\section*{The rigid-dispersion assumption in $PV=(s/d)U$, tested on flexural phonons}

The relation $PV=(s/d)U$ rests on free quasiparticles, a power law $\varepsilon=ap^s$, and a third assumption that is seldom written down: the function $\varepsilon(p)$ stays the same when the volume changes. I will call this rigidity of the dispersion. For atoms in a box it costs nothing, since the mass of an atom does not depend on the walls. For phonons the walls are attached to the medium that sets the dispersion. I will show where rigidity enters, derive the term that appears without it, and evaluate that term for the bending modes of a free-standing membrane, where it outweighs the textbook term and has the opposite sign.

\subsection*{Where the assumption enters}

Take a periodic cube of volume $V=L^d$, with modes $\mathbf p=2\pi\hbar\,\mathbf m/L$ labelled by integer vectors $\mathbf m$, and $\beta=1/k_BT$. With $\zeta=+1$ for bosons, $-1$ for fermions and $\zeta\to0$ for Boltzmann statistics,
\begin{equation}
\ln\Xi=-\frac1\zeta\sum_{\mathbf m}\ln\!\left[1-\zeta e^{-\beta(\varepsilon_{\mathbf m}-\mu)}\right],\qquad
n_{\mathbf m}=\frac{1}{e^{\beta(\varepsilon_{\mathbf m}-\mu)}-\zeta}.
\end{equation}
The pressure is the response to an isotropic dilation at fixed $T$ and $\mu$,
\begin{equation}
P=k_BT\,\frac{\partial\ln\Xi}{\partial V}=-\sum_{\mathbf m}n_{\mathbf m}\frac{d\varepsilon_{\mathbf m}}{dV}.
\end{equation}
At fixed $\mathbf m$ the momentum scales as $V^{-1/d}$. Allowing $\varepsilon=\varepsilon(p;V)$, the chain rule gives
\begin{equation}
PV=\frac1d\sum_{\mathbf m}n_{\mathbf m}\,p\frac{\partial\varepsilon}{\partial p}-\sum_{\mathbf m}n_{\mathbf m}\,V\frac{\partial\varepsilon}{\partial V}\bigg|_{p}.
\label{eq:split}
\end{equation}
Rigidity deletes the second sum. What remains is the kinetic pressure $P_{\rm kin}=(n/d)\langle p\,\partial\varepsilon/\partial p\rangle$, with $n$ the number density, for any isotropic dispersion. For $\varepsilon=ap^s$ with $s>0$ one has $p\,\partial\varepsilon/\partial p=s\varepsilon$ mode by mode, so $PV=(s/d)U$ with $U=\sum n_{\mathbf m}\varepsilon_{\mathbf m}$. The form of $n_{\mathbf m}$ was never used, so this holds for all three statistics at every temperature. A Bose condensate at $p=0$ adds nothing to either side.

If a change of volume only rescales $a$, Eq.~(\ref{eq:split}) keeps the proportionality with a shifted constant,
\begin{equation}
PV=\left(\frac sd-\frac{\partial\ln a}{\partial\ln V}\right)U .
\end{equation}
The bracket is a Gr\"uneisen parameter $\gamma=-d\ln\varepsilon_{\mathbf m}/d\ln V$ common to all modes. Proportionality itself is lost when $V\partial\varepsilon/\partial V$ carries another power of $p$ than $\varepsilon$ does, and this is what a membrane does.

\textbf{Question.} I learned to integrate $\ln\Xi$ by parts and set it equal to $PV/k_BT$. No derivative of $\varepsilon$ with respect to $V$ appears there.

\textbf{Answer.} The integration by parts proves $k_BT\ln\Xi=(s/d)U$, and it needs only the density of states $\propto\varepsilon^{d/s-1}$. The assumption hides in the next step. To identify $k_BT\ln\Xi/V$ with $k_BT\,\partial\ln\Xi/\partial V$ you need $\ln\Xi\propto V$ at fixed $T$ and $\mu$. In a crystal there is a second extensive variable, the number of atoms, which is held fixed while $V$ changes, and the phonon $\ln\Xi$ is then not proportional to $V$.

\subsection*{The textbook value for bending modes}

Now $d=2$, the volume is the projected area $A$, pressure is a force per length, and tension $\sigma$ is minus the total pressure. With bending rigidity $\kappa$, areal mass density $\rho$ and $p=\hbar q$, the unstressed flexural branch has
\begin{equation}
\varepsilon=Dq^2,\qquad D=\hbar\sqrt{\kappa/\rho},\qquad q_T^2=k_BT/D,
\end{equation}
so $s=d=2$, with Bose statistics and $\mu=0$. Throughout, $U$ is the thermal energy without the zero-point part. With $x=q^2/q_T^2$ the measure is $d^2q/(2\pi)^2=q_T^2\,dx/4\pi$, and
\begin{equation}
P_{\rm kin}=\frac UA=\frac{q_T^2k_BT}{4\pi}\int_0^\infty\!\frac{x\,dx}{e^x-1}=\frac{\pi(k_BT)^2}{24D}.
\end{equation}
The phonon density behaves differently. Counting modes above a lowest wave number $q_c$, with $x_c=q_c^2/q_T^2$,
\begin{equation}
n_{\rm ph}=\frac{q_T^2}{4\pi}\Lambda,\qquad \Lambda=\int_{x_c}^\infty\!\frac{dx}{e^x-1}=-\ln\!\left(1-e^{-x_c}\right)\simeq\ln\frac{q_T^2}{q_c^2}.
\label{eq:nph}
\end{equation}
It diverges logarithmically as $q_c\to0$. In $(n/d)\langle p\,\partial\varepsilon/\partial p\rangle$ the divergence cancels between $n$ and the average. In the correction it will not cancel.

As inputs I take typical values for graphene: $\kappa\approx1.4$ eV, $\rho\approx7.6\times10^{-7}$ kg/m$^2$, two-dimensional Young modulus $Y\approx340$ N/m, Poisson ratio $\nu\approx0.16$, lattice constant about $2.46$ \AA. They give $D=35.8$ meV\,\AA$^2$, an area modulus $B=Y/[2(1-\nu)]=202$ N/m, or $12.6$ eV/\AA$^2$, and a cell area $A_c=5.24$ \AA$^2$.

\subsection*{The correction}

Let $h(\mathbf r)$ be the height field, $\lambda$ and $G$ the two-dimensional Lam\'e coefficients, with $B=\lambda+G$, and $\xi=(A-A_0)/A_0$ a small uniform areal strain from the stress-free flat area $A_0$. The elastic energy density is
\begin{equation}
e=\frac\kappa2(\nabla^2h)^2+G\,w_{ij}w_{ij}+\frac\lambda2w_{kk}^2,\qquad
w_{ij}=\frac\xi2\delta_{ij}+\frac12\partial_ih\,\partial_jh,
\end{equation}
where in-plane phonons are set aside for now. The terms without $h$ give $B\xi^2/2$. The terms linear in $\xi$ and quadratic in $h$ are $G\xi|\nabla h|^2/2+\lambda\xi|\nabla h|^2/2$, which is $\sigma|\nabla h|^2/2$ with $\sigma=B\xi$. Together with the kinetic energy $\rho\dot h^2/2$ this gives
\begin{equation}
\varepsilon(q;A)=\hbar\sqrt{\frac{\kappa q^4+\sigma q^2}{\rho}}=Dq^2+\frac{D\sigma}{2\kappa}+O(\sigma^2/q^2).
\end{equation}
To first order, tension lifts every mode by the same energy $D\sigma/2\kappa$. It acts like a negative chemical potential, and the quantity conjugate to a chemical potential is the number of quanta.

The area enters $\varepsilon$ at fixed $q$ in three places. The mass is conserved, so $\rho\propto1/A$. The rigidity may depend on strain through $g=d\ln\kappa/d\ln A$, which I leave open as a number of order one. The tension obeys $A\,d\sigma/dA=B$ at $\xi=0$. At $\sigma=0$,
\begin{equation}
A\frac{\partial\varepsilon}{\partial A}\bigg|_q=\frac{1+g}{2}\,\varepsilon+\frac{BD}{2\kappa},
\qquad
\gamma(q)=\frac{1-g}{2}-\frac{B}{2\kappa q^2}.
\end{equation}
The mode Gr\"uneisen parameter is negative at long wavelength and diverges as $q^{-2}$: stretching stiffens a bending wave as it does a drum skin. This is the membrane effect described by I.~M.~Lifshitz in 1952. Inserting it into Eq.~(\ref{eq:split}) and using $Dq_T^2=k_BT$,
\begin{equation}
P_{\rm ph}=\frac{1-g}{2}\,\frac UA+P_\sigma,\qquad
P_\sigma=-\frac{BD}{2\kappa}\,n_{\rm ph}=-\frac{Bk_BT}{8\pi\kappa}\,\Lambda .
\label{eq:main}
\end{equation}
Mass conservation alone halves the coefficient of $U/A$. The new term is linear in $T$ apart from $\Lambda$, while $U/A$ is quadratic, and their ratio is
\begin{equation}
\frac{|P_\sigma|}{U/A}=\frac{3BD}{\pi^2\kappa k_BT}\,\Lambda=\frac{T_0}{T}\Lambda,\qquad T_0=1.1\times10^{3}\ \mathrm K .
\label{eq:ratio}
\end{equation}
At 300 K the second term of $\gamma$ is already $-6.2$ at $q=q_T$, and the longer waves weigh more.

\textbf{Question.} Is there a picture for the negative sign?

\textbf{Answer.} Each mode has $\langle|h_{\mathbf q}|^2\rangle=\hbar(2n_q+1)/(2\rho\omega_qA)$ in the convention $h=\sum_{\mathbf q}h_{\mathbf q}e^{i\mathbf q\cdot\mathbf r}$. The thermal part of $\frac12\langle|\nabla h|^2\rangle$ is then $A^{-1}\sum\hbar q^2n_q/2\rho\omega_q=(D/2\kappa)n_{\rm ph}$. That is the extra area per projected area stored in the ripples, so $P_\sigma=-\frac B2\langle|\nabla h|^2\rangle$. A rippled sheet on a fixed frame has more true area than the frame, it is stretched, and it pulls inward. Differentiating the free energy of the elastic model with respect to $\xi$ gives this without any harmonic approximation for $h$:
\begin{equation}
\sigma=B\left(\xi+\tfrac12\langle|\nabla h|^2\rangle\right).
\label{eq:eos}
\end{equation}
This total tension is also the one that belongs in the dispersion once the mean of the quartic term is included. Free-standing means $\sigma=0$, where the phonon pull $P_\sigma$ is balanced by a shrunken projected area, $\xi=P_\sigma/B$.

\textbf{Question.} And the zero-point motion?

\textbf{Answer.} Replace $n_q$ by $\frac12$ with one mode per cell. The stored area is $D/4\kappa A_c$, about $0.1$ per cent. That sum is dominated by the zone boundary, where the continuum model is poor, so take only its order. It does not depend on temperature at this level and I absorb it into $A_0$.

\subsection*{What cuts off the logarithm}

In a large, unstressed sheet the cutoff comes from a term dropped so far, the interaction among flexural modes. Eliminating the in-plane displacements leaves a quartic coupling of strength $Y$. I quote its classical first-order effect on the rigidity from the theory of Nelson and Peliti (1987), with $\theta$ the angle between $\mathbf k$ and $\mathbf q$:
\begin{equation}
\frac{\delta\kappa(q)}{\kappa}=\frac{Yk_BT}{\kappa^2}\int\!\frac{d^2k}{(2\pi)^2}\frac{\sin^4\theta}{|\mathbf k+\mathbf q|^4}=\frac{q_*^2}{q^2},\qquad
q_*^2=\frac{3Yk_BT}{16\pi\kappa^2}.
\end{equation}
The integral is elementary. The factor $|\mathbf k+\mathbf q|^{-4}$ generates Gegenbauer polynomials of index 2, whose weight is $\sin^4\theta$, so only the zeroth term survives. The angular integral is $3\pi/4$ divided by the fourth power of the larger of $k$ and $q$, and the radial integral then gives $1/2q^2$ from each side.

Both $q_*^2$ and $q_T^2$ are proportional to $T$, so their ratio is a material constant,
\begin{equation}
x_*=\frac{q_*^2}{q_T^2}=\frac{3YD}{16\pi\kappa^2}=0.023,\qquad \ln\frac1{x_*}=3.8 .
\end{equation}
For thermal modes the stiffening is the same $2.3$ per cent, so $U/A$ is barely touched. Below $q_*$ the rigidity grows as $\kappa_R\sim\kappa(q_*/q)^\eta$, with the approximate exponent $\eta\approx0.8$. These modes are classical, and by Eq.~(\ref{eq:eos}) they enter $\Lambda$ as $\int(dx/x)\,\kappa/\kappa_R$, which converges at small $x$. The result is $\Lambda=\ln(1/x_*)+C$, and the constant $C$ depends on the crossover function, which I have not derived. Discarding all modes below $q_*$ gives $C=0$. Joining the bare rigidity to the power law abruptly at $q_*$ gives $C=2/\eta=2.5$ and $\Lambda=6.3$. The interpolation $\kappa_R=\kappa[1+2x_*/\eta x]^{\eta/2}$ reproduces both the first-order term and the exponent. With $b=\eta/2$ and $x_1=x_*/b$, and for $X\gg x_1$,
\begin{equation}
\int_0^X\!\frac{dx}{x}\left(1+\frac{x_1}{x}\right)^{-b}\to\ln\frac{X}{x_1}-\psi(b)-\gamma_E,
\end{equation}
where $\psi$ is the digamma function and $\gamma_E$ is Euler's constant. Then $C=\ln b-\psi(b)-\gamma_E=1.07$ and $\Lambda=4.8$, up to terms of order $x_*\ln x_*$. The spread from $3.8$ to $6.3$ sets the accuracy. I use $\Lambda=5$, uncertain by about one unit and independent of temperature.

\begin{center}
\begin{tabular}{cccccc}
$T$ (K) & $q_T$ (\AA$^{-1}$) & $q_*$ (\AA$^{-1}$) & $U/A$ (N/m) & $P_\sigma$ (N/m) & $|P_\sigma|A/U$\\ \hline
300 & 0.85 & 0.13 & 0.039 & $-0.74$ & 19\\
100 & 0.49 & 0.075 & 0.0044 & $-0.25$ & 57\\
30 & 0.27 & 0.041 & 0.00039 & $-0.074$ & 190
\end{tabular}
\end{center}

The second figure in the last two columns serves only to show the trend with $T$. The textbook relation predicts an outward push, and the dropped term is an inward pull about twenty times larger at room temperature and about two hundred times larger at 30 K. The unknown $g$ matters little: $U/A$ is 5 per cent of $|P_\sigma|$ at 300 K and less below. The free sheet shrinks by $\xi=-k_BT\Lambda/8\pi\kappa=-0.37$ per cent at 300 K, and the flexural contribution to the areal expansion coefficient is
\begin{equation}
\alpha_A=-\frac{k_B\Lambda}{8\pi\kappa}\approx-1.2\times10^{-5}\ \mathrm{K^{-1}} .
\end{equation}
The modulus $B$ cancels except for the weak dependence of $\Lambda$ on $Y$.

\textbf{Question.} At 300 K your $q_T$ is a good part of the Brillouin zone. Do you trust the parabola?

\textbf{Answer.} Only roughly. A circle of the zone's area has $q^2=4\pi/A_c$, or $x=3.3$ at 300 K, and 10 per cent of the integral for $U$ lies beyond it, in modes that do not exist. Towards the zone boundary the parabola also runs above the real flexural branch of graphene by tens of per cent, which biases $U$ the other way, downward. So the 300 K row is good to tens of per cent, and the lower rows are cleaner. The term $P_\sigma$ draws its weight evenly in $\ln q$ from below $q_T$ and is less exposed.

\textbf{Question.} What about the in-plane branches?

\textbf{Answer.} They have $s=1$, and each holds $U/A=\zeta(3)(k_BT)^3/\pi\hbar^2v^2$, where $\zeta(3)$ is the Riemann zeta value. The velocities follow from $\rho v_L^2=Y/(1-\nu^2)$ and $\rho v_T^2=Y/[2(1+\nu)]$ as $21.4$ and $13.9$ km/s. The sum at 300 K is $0.018$ N/m. Per unit of their Gr\"uneisen parameter this is 2 per cent of $|P_\sigma|$, and 7 per cent in the temperature derivative because of the $T^3$ law. A positive parameter of order one therefore offsets the contraction by some ten per cent in $\alpha_A$ at room temperature. The offset grows as $T^2$ and optical modes come in as well, so for real graphene well above room temperature the constant $\alpha_A$ overstates the contraction by a large factor.

\textbf{Question.} Real suspended samples carry tension. Does that rescue the relation?

\textbf{Answer.} It trims the logarithm. In the harmonic model with $\tau=\sigma/\kappa q_T^2$ and $y=\sqrt{x^2+\tau x}$, the derivative is $\partial\varepsilon/\partial\sigma=(D/2\kappa)\,x/y$, and
\begin{equation}
\Lambda(\tau)=\int_0^\infty\!\frac xy\,\frac{dx}{e^y-1}\to\ln\frac1\tau\qquad(\tau\to0),
\end{equation}
because the classical integrand is $1/(x+\tau)$. Tension thus acts as a cutoff at $q_c^2=\sigma/\kappa$. It takes over from the interaction when $\sigma$ exceeds $\sigma_*=\kappa q_*^2$, which is $0.37$ N/m at 300 K and proportional to $T$. For $\sigma=1$ N/m at 300 K, $\tau=0.062$ and the integral gives $\Lambda=2.9$, with interaction corrections of order $\sigma_*/\sigma$, a few tenths. The ratio in Eq.~(\ref{eq:ratio}) is still about 11.

Tension also spoils the power law, and we can compare the two failures. Since $\varepsilon$ is homogeneous of degree one in $q^2$ and $\sigma$, Euler's theorem gives $\frac12q\,\partial\varepsilon/\partial q=\varepsilon-\sigma\,\partial\varepsilon/\partial\sigma$. The kinetic pressure falls below $U/A$ by the same sum that makes up $|P_\sigma|$, with $\sigma$ in place of $B$. The ratio $\sigma/B$ is $0.5$ per cent at 1 N/m, the order at which nonlinear elasticity also enters. Of the two assumptions, rigidity is the one that matters here.

\textbf{Question.} A constant expansion coefficient conflicts with the third law.

\textbf{Answer.} It would if it lasted to $T=0$. For a sample of size $L$ the interaction cutoff yields to $q_c\sim2\pi/L$ once $q_*$ drops below it, at about 7 mK for $L=1\ \mu$m. Then $\Lambda$ follows Eq.~(\ref{eq:nph}) and vanishes when $q_T$ falls below $q_c$. Residual tension intervenes earlier: $0.01$ N/m equals $\sigma_*$ at 8 K, and once $\tau\gg1$ the thermal modes are linear in $q$ and $\Lambda$ vanishes as a power of $T$.

\textbf{Question.} Is anything left of $P=U/A$ for these phonons?

\textbf{Answer.} Two things. The free-energy identity needs only the constant density of states, so at fixed area $F_{\rm ph}=-U$, and the entropy and the heat capacity both equal $2U/T$. And $U/A$ is a real force in a different experiment. Imagine a straight frictionless clamp that reflects bending waves and slides over the sheet, letting material and in-plane tension pass through unchanged. Moving it changes the allowed $q$ at fixed $\kappa$, $\rho$ and $\sigma$, the second sum in Eq.~(\ref{eq:split}) is absent, and the waves on one side push on the clamp with $U/A$ per unit length. A frame glued to the edge carries the atoms along and feels Eq.~(\ref{eq:main}).